When the bare side of a slab feels the adsorbate

A sheet of dipoles changes the potential of an electron that crosses it by an amount that depends only on the dipole per area. If each surface cell of area A carries a dipole μ along the outward normal, an electron leaving through the sheet meets the step

step = −4πe²μ/A.

With e² = 14.4 eV Å, μ in e Å and A in Å², this is about −181 μ/A in eV. For the aluminium cell below, a dipole of only 0.01 e Å shifts the potential by 0.16 eV. The minus sign says that negative charge outside the surface, which makes μ negative, raises the work function.

It is tempting to read the computed work function change as exactly this step, that is, as the mark that the adsorbate leaves on its own side of the metal. The table allows a direct test, because it holds both the work function change and the dipole change of each slab.

Six-plane Al(110) slab, lower three planes held, with one adsorbed atom per 11.402 Å² cell on the top face (Ansatz 0.2.0, plane-wave PAW, PBEsol, cutoff 420 eV, k mesh 10×7×1, Gaussian smearing 0.1 eV, no spin polarisation). Energies are relative to the clean slab and a free spin-polarised atom, top-face work functions and dipoles (positive outward) to the clean slab.

```
adsorbate   start site  start site atoms  adsorption energy (eV)  work function change (eV)  dipole change (e Å)
        C       bridge             Al-Al                  -6.523                      0.303              -0.0080
        C  hollow over                Al                  -5.826                      0.614              -0.0240
        C          top                Al                  -2.752                      3.379              -0.1940
        H       bridge             Al-Al                  -2.008                      0.239               0.0010
        H  hollow over                Al                  -1.823                      0.260              -0.0030
        H          top                Al                  -2.293                      1.830              -0.0910
        N       bridge             Al-Al                  -6.468                      0.315              -0.0130
        N  hollow over                Al                  -4.762                      0.535              -0.0210
        N          top                Al                  -1.871                      4.720              -0.2810
        O       bridge             Al-Al                  -7.242                     -0.057               0.0170
        O  hollow over                Al                  -5.963                      0.108               0.0020
        O          top                Al                  -4.078                      5.597              -0.3410
```

Take oxygen at the bridge site. Its dipole change is +0.017 e Å and the cell area is 11.402 Å², so the step is −181 × 0.017/11.402 = −0.27 eV. The calculation, however, lowers the work function by only 0.057 eV. Some 0.21 eV of the expected fall has disappeared, whereas the rounding of the dipole accounts for less than 0.01 eV.

The same comparison in the other rows shows a one-sided failure. The computed change always lies above the dipole step, by 0.1 to 0.4 eV. For hydrogen at the bridge and oxygen in the hollow even the sign is lost: the dipole asks for a slight fall and the work function rises. The printed analysis after this text gives the split row by row, using electrostatics alone with no adjustable constant.

Where the excess sits follows from the definition of the work function, which is the vacuum level outside a face less the Fermi level. A slab has two faces and two vacuum levels but only one Fermi level. If the two work functions are subtracted, the Fermi level drops out, and what remains is the difference of the vacuum levels, which the total dipole fixes. Comparing the covered slab with the clean one then gives

change at top = dipole step + change at bottom.

The last term is the one that the simple reading leaves out. On a thick piece of metal it vanishes, since the bare bottom face lies too far away to notice what was put on top. Here it does not vanish. Under the oxygen bridge layer the work function of the bare bottom face rises from 3.907 to 4.117 eV, which is the 0.21 eV that had disappeared. With carbon on top of an aluminium atom the bottom face rises by 0.31 eV, again equal to the excess in that row within the rounding of the dipole.

This agreement has to hold, because the relation is exact, so it does not reveal what changes the bottom face. Moving atoms can be ruled out there, since the lower three planes were held in place in every slab. What the agreement does show is where the excess sits: it is a change in the Fermi level as seen from the far side of the slab, and not a potential step at the covered face. The approximation most likely to blame is the use of six atomic planes in place of a thick metal.

Why so thin a slab should behave in this way can be argued from an electron in a box. Aluminium is close to a free-electron metal, and its electrons form standing waves between the two faces. Half a wavelength at the Fermi level is roughly 1.8 Å, so a slab of six planes, 7.1 Å between the outer ones and a little wider for the electrons, holds only four or five such waves. A thick crystal holds so many that a small change at one wall hardly matters.

An adsorbed layer is such a change at one wall. It alters how the waves are reflected there, takes part in the bonding and brings electrons of its own. Each of the few standing waves shifts, and the Fermi level has to settle anew so that all electrons find a place. In a thick metal the interior acts as a reservoir that holds the Fermi level fixed relative to the bare face; six planes are a poor reservoir. The box explains why the bottom face can respond at all, but it has hard walls and no readjusting potential, so the tenths of an electronvolt must come from the full calculation.

How much the failure matters depends on the size of the true dipole, and this is where the chemistry of the site enters. An atom on top of an aluminium atom stands well outside the surface and draws electrons out to itself. The negative charge then lies far out, and the work function rises steeply, by 1.8 eV for hydrogen and 5.6 eV for oxygen, with carbon and nitrogen between them in the order of their electronegativity. Against such steps the shift of the bottom face is a correction: 3 to 21 percent of the computed change, the largest share being that of hydrogen.

At the bridge and in the hollow the atom can sink closer to the metal. The charge that it attracts should then lie nearer the surface plane, where it gives a smaller dipole, and the metal's own electrons can rearrange around it and cancel part of that. The steps left over amount to at most 0.4 eV in either direction. Partial cancellation can shrink the dipole but not reverse it, so this picture does not explain the positive dipoles of oxygen at both sites and of hydrogen at the bridge. The misfit is clearest for oxygen at the bridge; the other two are close to zero. The shift of the bottom face shrinks far less than they do, and it makes up about a third or more of every computed rise at these sites.

Three of the four elements also prefer one of these sites. Carbon, nitrogen and oxygen bind most strongly at the bridge, by 0.7 to 1.7 eV over the hollow, and their top sites lie higher still. Only hydrogen prefers the top site. The energies belong to a full layer in which symmetry lets the atoms move only up and down, so the bridge is the best of three starting sites and not a proven minimum. The slabs were also computed without spin polarisation. That a magnetic state may lie lower for nitrogen and oxygen is a general caution from the data makers' tests on other systems; the runs here neither report such a state nor rule it out. Even so, the work function change is in relative terms far less trustworthy at the site that these three elements prefer than on top of an aluminium atom.

Part of the fault may lie in the clean slab that serves as the common reference. The excess has the same sign in all rows, as it would if the work function of the clean six-plane slab were too low. Adding the mean excess would bring its bottom face from 3.91 to about 4.13 eV. This is a conjecture, which a series of thicker clean slabs would settle.

An error in the reference would cancel when two covered slabs are compared, but the excess also varies from row to row. Nitrogen and hydrogen at the bridge show the consequence. Their computed work function changes differ by 0.08 eV, their dipole steps by 0.22 eV. Subtracting one covered slab from another therefore does not restore the dipole contrast between them. The sampling of the electron states may add to this scatter, since with so few standing waves the Fermi level can also depend on the k mesh and the smearing; that too is untested here. The program itself warns of a rough exchange-correlation potential in the thin density outside the clean slab and eight of the twelve covered ones. Its effect on the work functions was not tested. The excess also appears in covered slabs without the warning, but this does not rule the effect out, because the clean slab that enters every difference carries the warning. All the slabs, moreover, combine the PBEsol functional with PAW datasets made for PBE, and the effect of that mismatch is untested too.

What the two columns share is the order. The computed work function change and the dipole step rank the twelve rows in the same way, from oxygen at the bridge to oxygen on top. The large gap between the top sites and the others is safe, but the order of close rows is not: carbon and nitrogen at the bridge differ by only 0.01 eV in the computed change, far less than the excess varies from row to row. For the size or sign of a shift of a few tenths of an electronvolt, the dipole step is the better starting point, because an error of the Fermi level that is common to both faces drops out of it. Still, the dipole too was computed on the thin slab.

The test carries over to any metal slab that has an adsorbate on one side and the atoms of its bare face held in place. Multiply the dipole change by −181, divide by the cell area, and compare the result with the work function change. If the two disagree by more than rounding, the work function of the bare face has changed, and the slab as computed is not yet acting as a thick metal. The remedy is to check the k mesh and to add planes until the work function of the bare face stays the same with and without the adsorbate.

The analysis program printed:

```
Work function change split by electrostatics (eV):
  row  computed change  dipole step  remainder
    C            0.303        0.127      0.176
    C            0.614       0.3809     0.2331
    C            3.379        3.079     0.3002
    H            0.239     -0.01587     0.2549
    H             0.26      0.04761     0.2124
    H             1.83        1.444     0.3858
    N            0.315       0.2063     0.1087
    N            0.535       0.3333     0.2017
    N             4.72         4.46     0.2605
    O           -0.057      -0.2698     0.2128
    O            0.108     -0.03174     0.1397
    O            5.597        5.412     0.1853
Potential step for a dipole of 0.01 e angstrom per cell (eV): 0.1587
Uncertainty of the dipole step from rounding of the dipole (eV): 0.007935
Smallest remainder (eV): 0.1087
Largest remainder (eV): 0.3858
Mean remainder (eV): 0.2226
Standard deviation of the remainder (eV): 0.07029
Smallest share of the remainder in the change, top sites (percent): 3.31
Largest share of the remainder in the change, top sites (percent): 21.08
Smallest share, bridge and hollow sites with a rise (percent): 34.5
Largest share, bridge and hollow sites with a rise (percent): 129.4
Rows where the work function rises but the dipole step is negative (count): 2
Rank correlation of computed change and dipole step: 1
Shift of the bottom-face work function, C top (eV): 0.308
Shift of the bottom-face work function, O bridge (eV): 0.2103
Clean bottom work function plus mean remainder (eV): 4.13
N bridge less H bridge, computed change (eV): 0.076
N bridge less H bridge, dipole step (eV): 0.2222
C bridge less C hollow, adsorption energy (eV): -0.697
N bridge less N hollow, adsorption energy (eV): -1.706
O bridge less O hollow, adsorption energy (eV): -1.279
H top less H bridge, adsorption energy (eV): -0.285
```
